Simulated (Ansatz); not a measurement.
## InSe: do energies and stresses tell the same story?

Theory: DFT PBE, scalar-relativistic, plane waves, PAW (Ansatz).

Settings: cutoff 420 eV, Γ-centred mesh 12×12×2 on the computed 8-atom cell, Gaussian smearing of 0.02 eV; no spin polarisation.

Relaxed cell: P6_3/mmc, a = 4.090 Å, b = 4.090 Å, c = 18.403 Å, α = 90.00°, β = 90.00°, γ = 120.00°, 8 atoms in the primitive cell.

Energies at zero smearing and pressures from the stress tensor, at volumes with shape and atoms relaxed:
```tsv
V (Å³/atom)	E − E(first) (meV/atom)	P (GPa)
31.320	0.00	0.556
32.320	-2.28	0.225
33.319	-2.99	0.004
34.319	-2.94	-0.034
35.319	-2.58	-0.079
```

**Question.** Check P = −dE/dV between neighbouring volumes, and get the bulk modulus from the pressures alone.

**Answer.** With 1 eV/Å³ = 160.2 GPa:
| middle V (Å³/atom) | −ΔE/ΔV (GPa) | mean P (GPa) |
| --- | --- | --- |
| 31.820 | 0.365 | 0.391 |
| 32.820 | 0.114 | 0.115 |
| 33.819 | -0.007 | -0.015 |
| 34.819 | -0.057 | -0.057 |

The two differ by 0.025 GPa at most. The mean of two end pressures misses the average over a step by about ΔV² P″/12, up to 0.016 GPa here; with that taken off 0.026 GPa remains, from the finite cutoff, the mesh or the relaxation's tolerance. Around V = 33.319 Å³/atom, the two neighbours give B = −V ΔP/ΔV = 33.319 × 0.259 / 1.999 = 4.3 GPa, against B0 = 3.3 GPa from the Birch–Murnaghan fit of the energies, which describes these points poorly (B0' = 30.6).

The cell holds layers, and where no dispersion correction was added their binding is poorly described.

Energies and stresses tell the same story: a shallow minimum with a stiff wall on compression and a very soft side on expansion. This suggests that the volume change is taken up mainly by the gaps between layers, while the covalent In–Se and In–In bonds within them change little. Squeezing the gap brings filled Se lone-pair shells into overlap, and Pauli repulsion rises steeply; opening it works only against a weak attraction. The softening does not continue through the last expansion step, where the pressure falls slightly faster than in the step before, but that difference is too small to interpret.

The value of 4.3 GPa therefore averages two very different slopes and is no well-defined equilibrium stiffness. It also lies far below the measured bulk modulus of InSe, and the c axis is clearly too long, both probably because PBE lacks the long-range correlation that draws the layers together. Agreement between energy and stress establishes numerical consistency, not the accuracy of the interlayer binding.
